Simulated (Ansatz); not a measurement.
Abstraction of F: GeH2F2 + NO → GeH2F + NOF

Species: GeH2F2 (difluorogermane) `[F][GeH2][F]`, singlet; NO (nitric oxide), doublet; GeH2F `[F][GeH2]`, doublet; NOF (nitrosyl fluoride) `O=NF`, singlet. A radical takes F: the energy is the difference in strength between the Ge–F bond broken and the N–F bond made.

Shapes, held fixed at every level: PBE0-D4/def2-TZVP. Programs: Ansatz 0.2.0. The zero-point and thermal change to 298 K, harmonic and unscaled (PBE0-D4/def2-TZVP), is -4.0 kJ/mol.

| level | kind | ΔH(298 K) (kJ/mol) | less CCSD(T)/def2-TZVPP | CPU time (sum over the molecules) |
| --- | --- | --- | --- | --- |
| r2SCAN-D4/def2-TZVPP | meta-GGA | +260.9 | -43.9 | 19 s |
| B3LYP-D4/def2-TZVPP | global hybrid | +276.8 | -28.0 | 11 s |
| BHLYP-D4/def2-TZVPP | global hybrid | +327.0 | +22.2 | 9.2 s |
| wB97M-V/def2-TZVPP | range-separated hybrid | +286.5 | -18.3 | 31 s |
| MP2/def2-SVP | perturbation theory | +314.0 | +9.2 | – |
| CCSD(T)/def2-SVP | coupled cluster or CI | +313.0 | +8.2 | 9.9 s |
| CCSD/def2-TZVPP | coupled cluster or CI | +322.3 | +17.5 | – |
| CCSD(T)/def2-TZVPP | coupled cluster or CI | +304.8 | 0.0 | 48 s |

The highest level, CCSD(T)/def2-TZVPP, gives ΔH(298 K) = +304.8 kJ/mol; the levels span +260.9 to +327.0. The column of differences is taken from that level and isn't an error. No measured value is set beside it here. Open shells run unrestricted unless RO is named. Relativity is left out for Ge unless named. Correlated rows may include outer-core shells of Ge, which these sets cover unevenly. Times are processor times on shared x86 and Arm servers, and rough.

Fluorine transfer from germanium to NO is strongly endothermic at every level, with +304.8 kJ/mol from CCSD(T)/def2-TZVPP. The Ge–F bond is strong and highly polar, owing to the large electronegativity difference. The N–F bond in NOF is weak: lone pairs on adjacent small atoms repel each other, and forming the bond costs NO much of the stabilisation of its delocalised π* electron. NO is therefore a very poor fluorine abstractor, whereas the reverse transfer from NOF to the germyl radical is strongly downhill.

The sign is secure, but the magnitude depends on the treatment of correlation. Adding perturbative triples lowers the CCSD value from +322.3 to +304.8 kJ/mol, and BHLYP, with its large share of exact exchange, lies above both, probably because nondynamical correlation in NOF is incompletely recovered. The near agreement of MP2 with CCSD(T) in the smaller basis doesn't show that the perturbation series has converged. The reaction enthalpy alone doesn't determine whether the exothermic reverse step has a barrier.
